Dear colleague,

Tripling the quartic-oscillator energy to get the zero-point energy of H in the octahedral site of PdH assumes that $x$, $y$ and $z$ move independently. Here is what that costs.

**Where it enters.** Take a static Pd cage, energies in $\hbar\omega$ and lengths in $\sqrt{\hbar/m\omega}$. Write $H=H_0+gV$ and $\psi^{(1)}=f\psi_0$ with $\langle f\rangle=0$, where brackets average over $\psi_0^2$. The Sternheimer equation and the $2n+1$ theorem read

$$-\tfrac12\nabla^2 f+\mathbf r\cdot\nabla f=-(V-E^{(1)}),\qquad E^{(2)}=\langle Vf\rangle,\qquad E^{(3)}=\langle f^2(V-E^{(1)})\rangle .$$

For $V=x^4$, substitution confirms $f=\varphi(x)=-(x^4/4+3x^2/4-9/16)$, and $\langle x^{2k}\rangle=(2k-1)!!/2^k$ gives $E=\tfrac12+\tfrac34g-\tfrac{21}{8}g^2+\tfrac{333}{16}g^3+O(g^4)$. The assumption sits in the source term. Only if $V$ is a sum of one-coordinate pieces is $f$ such a sum, and $E$ three times this series.

**Dropping it.** Cubic symmetry allows a second quartic invariant:

$$V=x^4+y^4+z^4+\lambda\,(x^2y^2+y^2z^2+z^2x^2).$$

Along $\langle100\rangle$, towards Pd, $V=r^4$. Along $\langle111\rangle$, towards the tetrahedral site, $V=(1+\lambda)r^4/3$, which confines only for $\lambda>-1$. For the source $x^2y^2-\tfrac14$ try $\chi=a\,x^2y^2+b(x^2+y^2)+d$. The left side becomes $4a\,x^2y^2+(2b-a)(x^2+y^2)-2b$, so $a=-\tfrac14$ and $b=-\tfrac18$, and $\langle\chi\rangle=0$ fixes $d=\tfrac3{16}$. Then $f=\sum_i\varphi(x_i)+\lambda\sum_{i<j}\chi(x_i,x_j)$. The ground state stays non-degenerate, so the theorem holds, and products of the same moments give

$$E=\tfrac32+g\left(\tfrac94+\tfrac34\lambda\right)-g^2\left(\tfrac{63}8+\tfrac92\lambda+\tfrac{15}{16}\lambda^2\right)+g^3\left(\tfrac{999}{16}+\tfrac{369}8\lambda+\tfrac{549}{32}\lambda^2+\tfrac{171}{64}\lambda^3\right)+O(g^4).$$

The first correction is $\tfrac34\lambda g$, three pairs with $\langle x^2\rangle\langle y^2\rangle=\tfrac14$. It arrives two orders before the $g^3$ term. As a test, $\lambda=2$ gives $V=r^4$, whose s-wave radial problem is that of the lowest odd state in one dimension. Both routes yield $15/4$, $-165/8$ and $3915/16$.

**Size.** I assume $\hbar\omega=50$ meV (length unit 0.29 Å), $g=0.05$ and $\lambda=-0.5$. The first two were chosen so that the diagonalised one-dimensional fundamental, 56 meV, reproduces the typical optical peak of PdH, so this is no test. One peak fixes only a combination of $\omega$ and $g$, and $\lambda$ merely illustrates a softened $\langle111\rangle$ direction. The model's terms in meV:

| order | independent axes | coupling |
|---|---|---|
| $g^0$ | 75 | 0 |
| $g^1$ | +5.6 | −0.94 |
| $g^2$ | −0.98 | +0.25 |
| $g^3$ | +0.39 | −0.12 |
| sum | 80.0 | −0.8 |

The coupling is 1 % of the zero-point energy, but 16 % of the 5.0 meV anharmonic part and twice the $g^3$ term of the independent axes. The series is only asymptotic. The independent-axes sum lies 0.13 meV above the diagonalised value, as large as the last coupling entry, hence one figure for the coupling sum. Diagonalising the three-dimensional model also gives −0.8 meV. A sextic term $\eta\sum_i x_i^6$ adds $\tfrac{45}8\eta$ at first order and matches the coupling at $|\eta|\approx0.003$, so a fitted potential needs both.

**What neutrons can see.** Let $\Delta_{n_xn_yn_z}$ be excitation energies. Since $\langle x^2\rangle=n+\tfrac12$, the coupling averages to $\tfrac34$, $\tfrac74$ and $\tfrac{15}4$ times $\lambda g$ in states (000), (100) and (110), and parity keeps each from mixing within its shell. To first order the fundamental moves by $\lambda g\,\hbar\omega$, which a refit of $\omega$ would hide. But

$$\Delta_{110}-2\Delta_{100}=\lambda g\,\hbar\omega+O(g^2)$$

vanishes to all orders for independent axes. The model puts it at about −1 meV. In concentrated PdH the H–H coupling, absent from this single-site model, spreads each level into a band, and reading $\lambda$ requires band centres known to better than that shift.